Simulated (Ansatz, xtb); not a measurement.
C6H10Si: 11 structures ranked

11 gas-phase structures of C6H10Si, from a drawn sample of its isomers (lower ones may exist). Each was relaxed with GFN2-xTB:

A. `C=CC(=C)/C=C/[SiH3]`, a singlet
B. `C=C/C=C\C=C/[SiH3]`, a singlet
C. `C=C/C=C/C=C/[SiH3]`, a singlet
D. `C=C/C=C\C(=C)[SiH3]`, a singlet
E. `C=CC(C=C)=C[SiH3]`, a singlet
F. `C=C/C=C\C=C\[SiH3]`, a singlet
G. `C=CC(=C)/C=C\[SiH3]`, a singlet
H. `C=C/C=C(/[SiH3])C=C`, a singlet
I. `C=C/C=C/C=C\[SiH3]`, a singlet
J. `C=C/C=C(\[SiH3])C=C`, a singlet
K. `C=C/C=C/C(=C)[SiH3]`, a singlet

Problem. Estimate their order in r2SCAN-D4/def2-SVP energy at these geometries, lowest first.

Solution. Calculated order at r2SCAN-D4/def2-SVP: C (0.0), I (5.3), F (7.4), K (10.4), B (12.7), J (18.4), H (31.2), D (33.1), A (35.0), E (37.8), G (46.5) kJ/mol. Less than 1 kcal/mol parts I and F; F and K; K and B; H and D; D and A; A and E, so the order within those pairs means little.

Energies above the lowest of each column, in kJ/mol; the last columns are at PBE-D3(BJ)/def2-SVP geometries and were run for some of them only (a dash: not run or not comparable):

```
structure  GFN2-xTB  HF/STO-3G  r2SCAN-D4/def2-SVP  PBE-D3(BJ)/def2-SVP  CCSD(T)/def2-SVP + ΔMP2/def2-TZVPP
        C       0.0        0.0                 0.0                  0.0                                 0.0
        I       1.3        7.0                 5.3                  5.2                                 6.2
        F       7.0        7.6                 7.4                  6.7                                 6.2
        K       7.6       10.6                10.4                 10.0                                 5.6
        B       9.1       15.2                12.7                 12.4                                12.9
        J      12.3       22.0                18.4                 14.9                                11.5
        H      18.5       26.8                31.2                    –                                   –
        D      20.6       25.5                33.1                    –                                   –
        A      23.8       23.9                35.0                    –                                   –
        E      22.9       31.0                37.8                    –                                   –
        G      30.0       33.7                46.5                    –                                   –
```

Every level run on C puts it lowest or level with the lowest. CCSD(T)/def2-SVP + ΔMP2/def2-TZVPP orders those it was run on as C (0.0), K (5.6), I (6.2), F (6.2), J (11.5), B (12.9) kJ/mol. Less than 1 kcal/mol parts K and I; I and F; J and B, so the order within those pairs means little. Flexible structures stand in one conformer each, not always the lowest. Frequencies (GFN2-xTB) were run for B, C, F, I, J, K alone. ΔMP2 is the change of the MP2 energy from the smaller to the larger basis.

Over these structures GFN2-xTB departs from r2SCAN-D4/def2-SVP by 5.3 kJ/mol on average once a common shift is removed. A GFN2-xTB relaxation took about 0.4 s and the r2SCAN-D4/def2-SVP energy about 8.4 s on a shared host (Ansatz 0.2.0, xtb 6.7.1).

The all-E linear triene with a terminal silyl group (C) is lowest because its chain can lie flat and conjugate end to end with little crowding. Turning either the silyl-bearing or the central double bond to Z costs a few kJ/mol (I and F), and the two penalties are nearly additive in B, as expected for strains at separate sites. Moving silyl inward along the all-E carbon chain, from C to K to J, also raises the energy, probably because the bulky group clashes with neighbouring C–H bonds and twists the chain. Coupled cluster keeps this sequence but shrinks both steps from C, possibly because the density functionals overstabilise the extended planar π system. A Z central bond beside an internal silyl group is much costlier, as D shows against K. The branched trienes A, E and G lie high, consistent with cross-conjugation delocalising less effectively than a linear chain, but A is not separated from the crowded linear isomer D. These electronic energies do not establish room-temperature populations.
